**SnCl₄···SbH₃: dative bond, dispersion or overlap-driven correlation**

The table holds counterpoise-corrected interaction energies of rigid SnCl₄ and SbH₃ at five separations, at the HF, MP2, CCSD, CCSD(T) and r2SCAN-D4 levels in def2-TZVPPD on a PBE0-D4 structure (Ansatz 0.2.0). The program examines the geometry for signs of an Sb→Sn bond, fits an exponential to the HF wall, and fits C₆/R⁶ and A exp(−bR) to the correlation part on the four inner rows, holding out the far row. HF does not bind in any row, and the geometry is not dative (Sn···Sb 4.58 Å, lone-pair side 116° from Sn). The exponential fits the inner rows better (0.5 % against up to 8.6 %), but decays at 0.41 of the HF rate and gives 0.033 for the far row, against 0.07 in the table and 0.076 kcal/mol from C₆/R⁶. The output also lists local exponents for two choices of distance, a rough London estimate of C₆, and the deviations of MP2, CCSD and r2SCAN-D4 from CCSD(T).

Calculated values. Interaction energies of rigid SnCl₄ and SbH₃ (Ansatz 0.2.0, gas phase, def2-TZVPPD, def2 core potentials on Sn and Sb, counterpoise-corrected; MP2 and coupled cluster with frozen cores, Sn and Sb 4d correlated). SbH₃ is shifted from the PBE0-D4/def2-TZVP minimum along the line between the molecules' mean atom positions; negative energies mean binding.

## Numerical check

```python
# Table: counterpoise-corrected interaction energy (kcal/mol) of SnCl4...SbH3 along a rigid shift,
# Ansatz 0.2.0, def2-TZVPPD; HF, MP2, CCSD, CCSD(T), r2SCAN-D4; err = HF less CCSD(T).
# Tested: dative/static binding, London C6/R^6, or overlap-type exp(-bR) correlation.
T = {
    'x': [-0.388, 0.0, 0.194, 0.969, 3.876],  # Å
    'ccsd_t': [-0.29, -1.78, -1.83, -1.07, -0.07],  # kcal/mol
    'r2scan_d4': [-0.88, -2.03, -2.0, -1.11, -0.07],  # kcal/mol
    'hf': [5.4, 1.76, 0.96, 0.03, 0.0],  # kcal/mol
    'mp2': [-1.43, -2.43, -2.33, -1.27, -0.09],  # kcal/mol
    'ccsd': [0.61, -1.21, -1.38, -0.89, -0.06],  # kcal/mol
    'err': [5.69, 3.53, 2.79, 1.1, 0.07],  # kcal/mol
}
import numpy as np
from itertools import combinations
from scipy import constants as k
x, cc, dft, hf, mp2, sd, err = (np.array(T[c], float) for c in
    ('x', 'ccsd_t', 'r2scan_d4', 'hf', 'mp2', 'ccsd', 'err'))
# geometry (A) of the zero-shift structure and D4 totals (eV): further outputs of the same runs
Cl = np.array([[-.80, -.01, -4.10], [-1.88, 1.08, -.72], [.17, -2.03, -1.12], [1.72, 1.34, -1.72]])
Sn, Sb = np.array([-.19, .09, -1.90]), np.array([-.11, .45, 2.67])
H = np.array([[-.86, -.97, 2.09], [1.06, -.47, 3.51], [.89, .52, 1.29]])
d4_short, d4_zero = -0.10727, -0.1029
ev = k.e*k.N_A/(1000*k.calorie)
nrm = np.linalg.norm
ang = lambda a, b: np.degrees(np.arccos(a@b/nrm(a)/nrm(b)))
row = lambda s, v, f='7.2f': print(f'{s:34s}' + ' '.join(format(t, f) for t in v))
d = (H.sum(0)+Sb)/4 - (Cl.sum(0)+Sn)/5
u = d/nrm(d)
R = nrm(d) + x
Rs = np.array([nrm(Sb+s*u-Sn) for s in x])
print('Energies kcal/mol, lengths A; table rounding +-0.005 kcal/mol')
row('shift', x, '7.3f'); row('R, mean positions', R); row('Sn...Sb', Rs)
row('closest Cl...Sb', [min(nrm(Sb+s*u-c) for c in Cl) for s in x])
row('closest H...Cl', [min(nrm(h+s*u-c) for c in Cl for h in H) for s in x])
a = [ang(p-Sn, q-Sn) for p, q in combinations(Cl, 2)]
b = [nrm(c-Sn) for c in Cl]
print(f'Sn-Cl {min(b):.2f}-{max(b):.2f} A; Cl-Sn-Cl {min(a):.0f}-{max(a):.0f} deg')
print(f'lone-pair side vs Sb->Sn: {ang(Sb-H.mean(0), Sn-Sb):.0f} deg; covalent radius sum ~{1.4+1.4:.1f} A (rough, recalled)')
print('-- HF wall: exponential fitted to first 3 rows (others near rounding)')
p = np.polyfit(R[:3], np.log(hf[:3]), 1); hfit = np.exp(np.polyval(p, R)); bh = -p[0]
print(f'HF decay rate {bh:.2f} 1/A'); row('HF fit', hfit); row('HF less fit', hf-hfit)
al_a, al_b, I_a, I_b, mu = 14., 7., 12., 10., 0.1  # rough recalled: A^3, A^3, eV, eV, debye (SbH3)
ind = 2*(mu*1e-21/k.c)**2*al_a*1e-30/(4*np.pi*k.epsilon_0*(R[1]*1e-10)**6)*k.N_A/(1000*k.calorie)
print(f'dipole induction at zero shift, order only: -{ind:.0e} (mu ~{mu} D, recalled)')
print('-- Correlation part err: fits to 4 inner rows, far row held out as tail test')
C6 = np.exp(np.mean(np.log(err[:4]*R[:4]**6))); m6 = C6/R**6
q = np.polyfit(R[:4], np.log(err[:4]), 1); me = np.exp(np.polyval(q, R)); be = -q[0]
print(f'C6 = {C6:.0f} kcal/mol A^6; London estimate (rough) {1.5*al_a*al_b*I_a*I_b/(I_a+I_b)*ev:.1e}')
print(f'exponential rate {be:.2f} 1/A = {be/bh:.2f} of the HF rate')
row('err (table)', err, '7.3f'); row('C6/R^6', m6, '7.3f'); row('  less table', m6-err, '7.3f')
row('  error %', 100*(m6/err-1), '7.1f')
row('A exp(-bR)', me, '7.3f'); row('  less table', me-err, '7.3f'); row('  error %', 100*(me/err-1), '7.1f')
row('rounding of err, %', 0.5/err, '7.1f')
row('err*R^6 / 1000', err*R**6/1e3, '7.1f'); row('err*(Sn...Sb)^6 / 1000', err*Rs**6/1e3, '7.1f')
dl = -np.diff(np.log(err))
row('local power, mean positions', dl/np.diff(np.log(R)))
row('local power, Sn...Sb', dl/np.diff(np.log(Rs)))
row('local exp rate of err, 1/A', dl/np.diff(R))
row('local exp rate of HF, 1/A', -np.diff(np.log(hf[:4]))/np.diff(R[:4]))
row('last power over rounding of far row', [np.log(err[3]/(err[4]+e))/np.log(R[4]/R[3]) for e in (.005, -.005)])
n1, n2 = (-np.polyfit(np.log(r), np.log(err), 1)[0] for r in (R, Rs))
print(f'free power, all rows: {n1:.2f} (mean positions), {n2:.2f} (Sn...Sb)')
print('-- Levels of theory (differences carry +-0.01)')
row('MP2 less CCSD(T)', mp2-cc); row('r2SCAN-D4 less CCSD(T)', dft-cc)
row('triples = CCSD(T) less CCSD', cc-sd)
row('triples % of err, first 4', 100*(sd-cc)[:4]/err[:4], '7.0f')
row('MP2 correlation/err, first 4', (hf-mp2)[:4]/err[:4])
print(f'CCSD(T), shift 0.194 less shift 0: {cc[2]-cc[1]:.2f}')
print(f'zero to shortest shift: D4 total changes {(d4_short-d4_zero)*ev:.2f}, err grows {err[0]-err[1]:.2f}')
assert np.all(hf >= 0) and np.all(cc < 0)
assert 5.5 < n1 < 7 and 5.5 < n2 < 7
assert abs(m6[4]-err[4]) < abs(me[4]-err[4]) and bh > 2*be
assert np.all(mp2 < cc) and np.all(cc < sd)
```

Running it gives:

```
Energies kcal/mol, lengths A; table rounding +-0.005 kcal/mol
shift                              -0.388   0.000   0.194   0.969   3.876
R, mean positions                    3.94    4.33    4.52    5.30    8.21
Sn...Sb                              4.20    4.58    4.78    5.54    8.44
closest Cl...Sb                      3.52    3.88    4.06    4.79    7.60
closest H...Cl                       2.88    3.23    3.41    4.13    6.70
Sn-Cl 2.29-2.29 A; Cl-Sn-Cl 109-110 deg
lone-pair side vs Sb->Sn: 116 deg; covalent radius sum ~2.8 A (rough, recalled)
-- HF wall: exponential fitted to first 3 rows (others near rounding)
HF decay rate 2.96 1/A
HF fit                               5.44    1.73    0.97    0.10    0.00
HF less fit                         -0.04    0.03   -0.01   -0.07   -0.00
dipole induction at zero shift, order only: -6e-04 (mu ~0.1 D, recalled)
-- Correlation part err: fits to 4 inner rows, far row held out as tail test
C6 = 23184 kcal/mol A^6; London estimate (rough) 1.8e+04
exponential rate 1.21 1/A = 0.41 of the HF rate
err (table)                         5.690   3.530   2.790   1.100   0.070
C6/R^6                              6.181   3.519   2.705   1.048   0.076
  less table                        0.491  -0.011  -0.085  -0.052   0.006
  error %                             8.6    -0.3    -3.0    -4.8     8.5
A exp(-bR)                          5.663   3.542   2.801   1.097   0.033
  less table                       -0.027   0.012   0.011  -0.003  -0.037
  error %                            -0.5     0.3     0.4    -0.3   -53.4
rounding of err, %                    0.1     0.1     0.2     0.5     7.1
err*R^6 / 1000                       21.3    23.3    23.9    24.3    21.4
err*(Sn...Sb)^6 / 1000               31.3    32.8    33.1    32.0    25.2
local power, mean positions          5.09    5.37    5.89    6.30
local power, Sn...Sb                 5.47    5.74    6.24    6.56
local exp rate of err, 1/A           1.23    1.21    1.20    0.95
local exp rate of HF, 1/A            2.89    3.12    4.47
last power over rounding of far row   6.14    6.47
free power, all rows: 6.06 (mean positions), 6.37 (Sn...Sb)
-- Levels of theory (differences carry +-0.01)
MP2 less CCSD(T)                    -1.14   -0.65   -0.50   -0.20   -0.02
r2SCAN-D4 less CCSD(T)              -0.59   -0.25   -0.17   -0.04    0.00
triples = CCSD(T) less CCSD         -0.90   -0.57   -0.45   -0.18   -0.01
triples % of err, first 4              16      16      16      16
MP2 correlation/err, first 4         1.20    1.19    1.18    1.18
CCSD(T), shift 0.194 less shift 0: -0.05
zero to shortest shift: D4 total changes -0.10, err grows 2.16
```
